**Question: Does a smooth basis-set sequence mean that the limit can be trusted?**

I have computed the atomization energy of germylamine, H₃Ge–NH₂, with four methods and several basis sets. By atomization energy I mean the energy of the free atoms less that of the molecule at the same level, without zero-point energy.

Electronic atomization energies of germylamine, H₃Ge–NH₂, from Ansatz 0.2.0 at the PBE0-D4/def2-TZVP geometry, without zero-point or spin–orbit terms. The correlated methods freeze the ten lowest orbitals and correlate 24 electrons, including Ge 3d. Limit: HF and MP2 extrapolated from def2-TZVPP and def2-QZVPP; CCSD and CCSD(T) add their difference from MP2 in def2-TZVPP.

| method | basis | basis functions | atomization energy (eV) | less CCSD(T) at the limit (eV) | less the same method at the limit (eV) |
| --- | --- | --- | --- | --- | --- |
| HF | def2-SVP | 71 | 14.325 | -6.573 | -0.144 |
| MP2 | def2-SVP | 71 | 19.077 | -1.821 | -1.626 |
| CCSD | def2-SVP | 71 | 19.123 | -1.775 | -1.538 |
| CCSD(T) | def2-SVP | 71 | 19.283 | -1.615 | -1.615 |
| HF | def2-TZVPP | 149 | 14.437 | -6.461 | -0.032 |
| MP2 | def2-TZVPP | 149 | 20.197 | -0.701 | -0.506 |
| CCSD | def2-TZVPP | 149 | 20.155 | -0.743 | -0.506 |
| CCSD(T) | def2-TZVPP | 149 | 20.392 | -0.506 | -0.506 |
| HF | def2-QZVPP | 296 | 14.464 | -6.434 | -0.005 |
| MP2 | def2-QZVPP | 296 | 20.496 | -0.402 | -0.206 |
| HF | limit | n/a | 14.469 | -6.429 | 0.000 |
| MP2 | limit | n/a | 20.703 | -0.195 | 0.000 |
| CCSD | limit | n/a | 20.660 | -0.237 | 0.000 |
| CCSD(T) | limit | n/a | 20.898 | 0.000 | 0.000 |

The MP2 values look well behaved. They rise by about 1.1 eV from def2-SVP to def2-TZVPP, then by 0.3 eV to def2-QZVPP, and the extrapolated limit lies another 0.2 eV higher. In def2-TZVPP, moreover, MP2, CCSD and CCSD(T) have exactly the same error against their own limits. May I take the CCSD(T) limit as good to 0.1 eV, or is there a failure that this column does not show?

**Answer**

There is one, and it becomes visible when you look at the molecule alone. Between the last two basis sets its MP2 correlation energy grows by about 8 eV, while the atomization energy grows by only 0.3 eV. Some 96 % of the growth takes place in the free atoms as well and drops out of the difference. Your smooth sequence therefore shows only that most of an error cancels, which is a weaker statement than that the error is small.

Start with what ordinary convergence looks like. Two electrons that meet leave a cusp in the wavefunction, and products of smooth orbitals describe it slowly. Functions of angular momentum $\ell$ contribute roughly as $(\ell+1/2)^{-4}$, so the sum of everything left out falls as $X^{-3}$, where $X$ = 2, 3, 4 stands for the double-, triple- and quadruple-zeta set. The law presumes that each set completes one more angular shell for every correlated electron. For the def2 sets, and for def2-SVP in particular, this numbering is only approximate.

The law predicts the second step from the first:

$$\frac{\text{step }3\to4}{\text{step }2\to3}=\frac{3^{-3}-4^{-3}}{2^{-3}-3^{-3}}\approx 0.243$$

Apply it to the correlation part of the atomization energy, that is, MP2 less HF in the same basis. The first step is 1.008 eV, so the second should be $0.243\times1.008\approx0.245$ eV. The table gives 0.272 eV, although the def2-QZVPP rows played no part in the estimate. By this test nothing is wrong.

Now apply the same rule to the correlation energy of the molecule itself. The first step is 1.99 eV, so the second should be about 0.48 eV. The calculation gives 7.6 eV, some sixteen times as much. A step that grows where it should shrink to a quarter tells you that the larger set has opened a kind of correlation that the smaller ones barely described. The output below lists these steps side by side.

Next, ask where the extra energy sits. The atomization part is the molecule's correlation energy less that of the atoms, so the atoms' own step is $7.606-0.272\approx7.33$ eV. The jump is thus present before any bond is formed. A hydrogen atom has no correlation energy, which leaves nitrogen and germanium. In def2-TZVPP these two atoms have about 7.5 eV of correlation energy in all, so the step nearly doubles it. Their valence shells, for which that set is designed, can hardly have been missing so much. The step therefore points to electrons below the valence shell.

The electron count shows which ones these must be. The molecule has 14 valence electrons, but the runs correlate 24, because the frozen core stops short of the ten 3d electrons of germanium. The strongest angular correlation of a filled d shell comes from exciting pairs of d electrons into f functions of about the same radius. On germanium, def2-SVP has no f functions, and def2-TZVPP has a single set designed for the valence shell, which lies much further out. The quadruple-zeta set adds more f functions and the first g functions, and the 3d shell gains much of the angular correlation that it lacked before. Assigning the jump to 3d rests on this argument, not on a separate calculation with 3d frozen.

A neon atom in a basis of s and p functions is a simpler case of the same kind. Hartree–Fock can be made as accurate as you like there, since the occupied orbitals are themselves s and p. Yet the 2p pairs have no d functions to be excited into, and a large part of the correlation energy is lost. The comparison covers only the need for functions one angular momentum higher. In neon the starved shell is the valence shell, whereas in germanium it is core-like and can largely cancel between atom and molecule.

The Hartree–Fock energies agree with this picture. The molecule's total HF energy falls by 9.1 eV in the first step and by 1.2 eV in the second, and the HF atomization energy in def2-QZVPP is within 0.01 eV of its limit. The occupied orbitals thus improve in the usual way, and only the correlation energy misbehaves.

The spin parts of the MP2 energy give another sign. The cusp problem is worst for electrons of opposite spin, since the Pauli principle already keeps equal spins apart. In the first step the opposite-spin part accordingly grows more, by 19 % against 13 %. In the second step the order is reversed, with 48 % for opposite and 84 % for equal spins. That is what one would see if whole classes of excitation had been absent, rather than the fine detail of the cusp.

This matters for your limit because the extrapolation uses nearly the same inverse-cube law that has just failed for the molecule. It reads the 7.6 eV step as the start of a slow tail and adds another 5.6 eV to the molecule's correlation energy. That addition has no sound basis. The atoms receive almost the same amount, and only the difference of 0.20 eV enters the atomization energy. If the 3d contribution were identical in atom and molecule, it would vanish from the difference, and the law would act on the valence part, for which it is meant.

The cancellation therefore has to be very good. Suppose that 1 % of the atoms' 7.3 eV step failed to cancel: the extrapolated atomization energy would move by about 0.13 eV. One possible reason for such a mismatch, which I can only guess at, is that the 3d electrons in the molecule borrow functions from neighbouring atoms. These runs do not measure the mismatch, but nothing in them rules out 1 %, so they cannot secure the limit to 0.1 eV.

For a rough idea of the size, I can only turn to other systems. The data makers' tests there found that correlating outer-core shells without core-valence functions moves the CCSD(T) limit by up to about 4 kJ/mol a bond, and correlated values in finite basis sets by more. If that figure carried over to germylamine and added up bond by bond, it would make 0.25 eV over all six bonds, or 0.17 eV if only the four bonds to germanium count. Neither value is an error bar for this molecule, but both show that a shift above 0.1 eV would not be surprising.

The identical errors in def2-TZVPP are no reassurance, because they are built in. The CCSD(T) limit is the MP2 limit plus the difference between CCSD(T) and MP2 in def2-TZVPP, so both methods must show the same basis error there, and CCSD is treated likewise. A fairer test is whether that difference depends on the basis. It looks steady, at 0.21 eV in def2-SVP and 0.20 eV in def2-TZVPP.

Here too, a calm difference hides moving parts. CCSD lies 0.05 eV above MP2 in the smaller set and 0.04 eV below it in the larger one. Meanwhile the contribution of the triples, the "(T)", grows from 0.16 to 0.24 eV. The two changes nearly offset each other between these sets, and there is no general reason why they should go on doing so.

The large errors in the table are safe from all this. Hartree–Fock falls short of the CCSD(T) limit by more than 6 eV because it lacks correlation, and def2-SVP costs each correlated method about 1.5 eV or more against its own limit. What remains uncertain is any conclusion that turns on one or two tenths of an eV. A comparison with experiment would also need relativity at that level: the spin–orbit lowering of the free germanium atom alone would reduce the atomization energy by roughly 0.1 eV.

To recognise the failure elsewhere, set the correlation energy of the molecule beside the energy difference and compare their steps. If the difference settles while the total leaps, check which shells are correlated and whether the basis has functions of the next higher angular momentum at their radius. The remedy is to supply those functions with a core-valence basis, or to freeze the shell in both atoms and molecule.

Output of the analysis:

```
MP2 correlation energy of the molecule, SVP (eV): 11.31
MP2 correlation energy of the molecule, TZVPP (eV): 13.3
MP2 correlation energy of the molecule, QZVPP (eV): 20.9
correlation part of MP2 atomization energy, SVP (eV): 4.752
correlation part of MP2 atomization energy, TZVPP (eV): 5.76
correlation part of MP2 atomization energy, QZVPP (eV): 6.032
first step SVP to TZVPP, molecule (eV): 1.988
first step SVP to TZVPP, atomization part (eV): 1.008
second step TZVPP to QZVPP, molecule (eV): 7.606
second step TZVPP to QZVPP, free atoms together (eV): 7.334
second step TZVPP to QZVPP, atomization part (eV): 0.272
share of the molecule's second step that cancels against the atoms (%): 96.42
second step foretold by X^-3 from the first, molecule (eV): 0.4839
second step foretold by X^-3 from the first, atomization part (eV): 0.2454
growth of same-spin correlation SVP to TZVPP (%): 12.9
growth of opposite-spin correlation SVP to TZVPP (%): 19.22
growth of same-spin correlation TZVPP to QZVPP (%): 83.78
growth of opposite-spin correlation TZVPP to QZVPP (%): 48.33
lowering of the HF total energy SVP to TZVPP (eV): 9.141
lowering of the HF total energy TZVPP to QZVPP (eV): 1.238
added by extrapolation beyond QZVPP, molecule (eV): 5.634
added by extrapolation beyond QZVPP, atomization part (eV): 0.202
shift of the limit if 1 % of the atoms' second step failed to cancel (eV): 0.1277
stated fault of 4 kJ/mol a bond over six bonds (eV): 0.2487
CCSD less MP2 atomization energy, SVP (eV): 0.046
CCSD less MP2 atomization energy, TZVPP (eV): -0.042
triples part of atomization energy, SVP (eV): 0.16
triples part of atomization energy, TZVPP (eV): 0.237
CCSD(T) less MP2 atomization energy, SVP (eV): 0.206
CCSD(T) less MP2 atomization energy, TZVPP (eV): 0.195
```
